## How far a squeezed crystal opens its gap: rutile TiO₂

Rutile is the usual white pigment in paint. Its band gap, the energy between the highest filled and the lowest empty electron level, sets where it starts to absorb light. In the known rows below, a change of volume by a fifth moves this gap by only about 0.2 eV, a tenth of its value. Near the unstrained cell, shortening every edge by one per cent adds about 40 meV. Does that rule still hold when the crystal is squeezed further?

Computed with Ansatz 0.2.0: density-functional theory with the r2SCAN functional for rutile TiO₂, using PAW potentials, a plane-wave cutoff of 500 eV, a 6×6×8 k mesh and fixed occupations, without spin polarisation or spin–orbit coupling. The atoms in the strained cells were relaxed with the same functional.

| volume (Å³/atom) | c/a | shortest distance (Å) | band gap (eV) | least direct gap (eV) |
| --- | --- | --- | --- | --- |
| 9.203 | 0.6425 | 1.879 | ? | ? |
| 9.493 | 0.6425 | 1.901 | ? | ? |
| 9.790 | 0.6425 | 1.917 | 2.307 | 2.307 |
| 10.093 | 0.6425 | 1.933 | 2.262 | 2.262 |
| 10.160 | 0.6501 | 1.941 | 2.243 | 2.243 |
| 10.402 | 0.6425 | 1.948 | 2.221 | 2.221 |
| 10.717 | 0.6425 | 1.962 | 2.183 | 2.183 |
| 11.038 | 0.6425 | 1.976 | 2.154 | 2.154 |
| 11.366 | 0.6425 | 1.989 | 2.126 | 2.126 |
| 11.700 | 0.6425 | 2.001 | 2.093 | 2.104 |

The volume is counted per atom, and c/a is the ratio of the short edge of the tetragonal cell to the two equal long ones. The shortest distance is that between a titanium and an oxygen atom. The band gap is the smallest energy difference between filled and empty levels anywhere in the crystal. The least direct gap compares levels with the same wave vector, as absorption of light without help from vibrations requires. The cell at 10.402 Å³/atom is the unstrained one. In the known strained cells the atoms were relaxed within the symmetry of rutile, so the trend includes their shifts inside the cell.

### What holds the gap open

Rutile is largely ionic. Its highest filled levels belong mainly to oxygen (2p), its lowest empty ones mainly to titanium (3d). Each titanium ion is surrounded by negative oxygen ions, which repel an electron placed there. An electron on oxygen is held by the positive titanium ions around it. When the ions move closer, both effects grow, and the empty levels move up relative to the filled ones.

Covalent mixing acts in the same direction. Oxygen and titanium orbitals overlap, and this pushes the mainly titanium levels upwards, the more so the shorter the bond. There is also a counterforce: larger overlap broadens the bands, so that the edges of the filled and the empty band approach each other. The gap is what remains after these effects have partly cancelled.

This picture is standard chemistry, and the table tests only its net result. At fixed c/a the gap does grow as the volume shrinks, so the widening effects win. How much each of them contributes cannot be read from the gaps alone.

### Follow the same pair of levels

A trend can be continued only if it describes one and the same thing. From 9.790 to 11.366 Å³/atom the two gap columns agree. Both band edges then lie at Γ, the point where the electron wave has the same phase in every cell. At 11.700 Å³/atom they differ by 11 meV, because an empty level at another wave vector, called R, has become the lowest.

The last expansion step therefore lowers the band gap by 33 meV but the direct gap by only 22 meV. The direct gap still belongs to Γ, and it is the one to follow. The level at R comes down faster on expansion, so on compression it should rise out of the way. This argues for a gap that stays direct in the squeezed cells.

The expanded cells need some caution. Stretched rutile tends towards a polar distortion, which the symmetry kept here forbids. The gaps at that end belong to a crystal held in the rutile form.

### A slope that changes

The usual description of such a trend is the deformation potential, the change of the gap per relative change of volume. With the unstrained volume V₀, a suitable measure of the volume change is x = ln(V/V₀). A constant deformation potential means a straight line of gap against x.

The known rows do not lie on a straight line. Between the two most expanded cells the slope of the direct gap is −0.76 eV, and between the two most compressed cells with known gaps it is −1.48 eV. The response to strain has doubled. A plausible reason is that the covalent push on the titanium levels grows faster than in proportion as the bonds shorten. Overlap also broadens the bands, so this explains the steeper slope only if the push gains more than the broadening does.

The simplest remedy is one more term in the expansion. A least-squares fit to the direct gaps of the seven known rows with c/a = 0.6425 gives

gap ≈ 2.220 eV − 1.283 eV · x + 2.477 eV · x²

The second number is the deformation potential of the unstrained crystal: one per cent less volume adds about 13 meV. The third says how the slope changes. It has no deeper meaning, since a parabola is a local description and not a law of force. When each row in turn is predicted from the other six, the typical error is about 1 meV, against 12 meV for the straight line.

### Why one row stands apart

The row at 10.160 Å³/atom has a different shape. Only the two long edges were shortened, while c kept its unstrained length. Its gap lies 9 meV below the parabola, so volume alone does not fix the gap.

This row allows a rough division of the effect. Shortening all edges by one per cent adds about 41 meV, and shortening only the two long edges adds about 19 meV. If the contributions simply add, the remaining 22 meV come from c alone. One edge then counts for slightly more than the other two together, though this rests on a single cell.

### The predictions

Take the cell at 9.493 Å³/atom, which was not part of the fit. Its volume change is x = ln(9.493/10.402) = −0.0914. The linear term contributes 1.283 × 0.0914 = 0.117 eV and the quadratic term 2.477 × 0.0914² = 0.021 eV. The predicted gap is 2.220 + 0.117 + 0.021 = 2.358 eV. The same steps give 2.415 eV for the cell at 9.203 Å³/atom.

The error bar must reflect the main doubt, which is whether the slope goes on growing outside the known range. If it stopped growing at its last known value, the gaps would come out lower by about 6 and 16 meV. Adding the 1 meV error of the fit and rounding up gives ±0.01 eV for the first cell and ±0.02 eV for the second. A different empty level could also drop below the present one, and the gap would then be smaller than predicted.

The geometry offers one possible warning. The shortest distance falls by 0.016 Å from 9.790 to 9.493 Å³/atom, but by 0.022 Å in the next step. Rutile has four Ti–O bonds of one length and two of another, and the edges together with the shortest distance give both. The two longer bonds exceed the others by 0.032 Å in the unstrained cell and by only about 0.002 Å at 9.493 Å³/atom. In the smallest cell they have probably become the shorter ones, so the column switches from one kind of bond to the other and signals no new structure.

The forecast is thus a gap that rises in both cells, rises more in the second step than in the first, and stays direct at Γ.

The withheld rows as computed:

| volume (Å³/atom) | c/a | shortest distance (Å) | band gap (eV) | least direct gap (eV) |
| --- | --- | --- | --- | --- |
| 9.203 | 0.6425 | 1.879 | 2.409 | 2.409 |
| 9.493 | 0.6425 | 1.901 | 2.357 | 2.357 |

### What came out

Both values lie within their error bars. At 9.493 Å³/atom the computed gap is 2.357 eV, and the prediction is too high by 1 meV. At 9.203 Å³/atom it is 2.409 eV, and the prediction is too high by 6 meV. A straight line through the same seven rows would have been too low by 25 and 42 meV, because it averages the gentle slope of the expanded cells with the steep one of the compressed cells.

The gap is direct in both cells, as predicted. The calculation places both band edges at Γ in each of them, so the forecast holds on this point too.

The forecast of a larger second step is met only just. The two steps are 50 and 52 meV, and the unrounded gaps give 49.6 and 52.3 meV, so the difference is small but not a product of rounding. The parabola had them at 51 and 56 meV. The slope has therefore continued to grow beyond the known range, but more slowly than the parabola demands.

The second miss shows where such a formula wears out. A parabola lets the slope change at the same rate for ever, whereas in a crystal this rate is itself free to change. The broadening of the bands, which works against the opening of the gap, may be catching up at short distances. That is a guess, since the gaps do not separate the two effects.

### Using the result

The useful number here is the shift. Shortening all edges by two per cent raises the gap from 2.221 to 2.307 eV and takes an average pressure of about 17 GPa in the same calculation. This amounts to roughly 5 meV per GPa, far too little to see as a change of colour under ordinary loads. Real rutile goes over to denser structures at pressures of this order, so the strongly squeezed cells, like the stretched ones, describe a crystal held in the rutile form.

The strain here is equal in all directions, but the stress is not. In that same cell it is about 15 GPa along the long edges and 19 GPa along c. A crystal in a fluid under pressure would therefore shorten less along c, the direction to which the gap responds most. Its gap should rise somewhat less than at the same volume in the table.

The absolute values should not be used to place an absorption edge. The measured gap of rutile is roughly 3 eV, a recalled figure, against 2.2 eV for the unstrained cell here. Vibrations and spin–orbit coupling are left out of the calculation, but most of the difference is the well-known tendency of functionals of this kind to make gaps too small. Much of that error should be common to all the cells and so drop out of the shifts, although this remains to be checked against a higher level of theory or against gaps measured under pressure.

The same reasoning gives a first guess for other ionic oxides with filled oxygen levels below empty metal d levels. Compression should open the gap as long as the ionic and covalent push outweighs the broadening of the bands. The slope should be taken from cells close to the strain of interest, because in rutile it doubles within the range of the known rows.
